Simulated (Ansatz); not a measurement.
SiC: energy above lowest point against volume scale

All results are calculated (Ansatz 0.2.0). Free energy against uniform scaling of the volume at fixed shape and fractions; periodic cell, basis, potentials, k mesh and filling as listed.

The cell before it is scaled or strained (space group P6_3mc, No. 186):
```
SiC
1.0
      3.0760     0.0000     0.0000
     -1.5380     2.6639     0.0000
      0.0000     0.0000     5.0480
Si C
2 2
Direct
  0.33333 0.66667 0.00000
  0.66667 0.33333 0.50000
  0.33333 0.66667 0.38500
  0.66667 0.33333 0.88500
```

Settings of every row: functional LDA; dispersion none; potentials PAW; wave cutoff 500 eV; density cutoff 2000 eV; k mesh 12x12x4; k shift 0x0x0; occupations cold; smearing width 0.05 eV; spin none.

```
row  volume scale  V (Å³/atom)  energy above lowest point (meV/atom)
  1          0.88          9.1                                    92
  2          0.92        9.514                                     ?
  3          0.96        9.927                                   1.6
  4             1       10.341                                     0
  5          1.04       10.755                                  20.6
  6          1.08       11.168                                  59.5
  7          1.12       11.582                                 113.2
```

Question: what energy above lowest point should row 2 give?

Worked fit of energy above lowest point. Take u = (V_r/V)^(2/3) − 1 with V_r = 10.548 Å³ an atom, which is twice the finite (Eulerian) strain; such expansions in the strain, on which the Birch-Murnaghan equation of state is built, carry the rest volume and the bulk modulus. The shown rows have u = 0.10345, 0.04128, 0.0133, -0.01287, -0.03736, -0.06044. Least squares give energy above lowest point = 7.88 − 799.26 × u + 15589.9 × u² meV/atom; a straight line predicts inner rows, each left out in turn, worse (root mean square 44 against 0.16 meV/atom). The rows lie off it by 0.0, 0.1, 0.0, -0.1, 0.0, 0.1. Its lowest point lies at u = 0.0256, or V = 10.16 Å³ an atom, and the curvature there gives the bulk modulus at fixed shape and fractions, B = (4/9)(1 + u)² E″(u)/V = 230 GPa. Letting shape and atoms relax would as a rule lower it, by much in layered, chain or molecular crystals. The withheld row has u = 0.0712, so the fit gives 7.88 − 799.26 × (0.0712) + 15589.9 × (0.0712)² = 30.0 meV/atom.

The calculation gave 30.3 meV/atom. The fit lies 0.3 meV/atom (0.27 % of the column's range) below it; its largest miss of a shown row is 0.1 meV/atom.
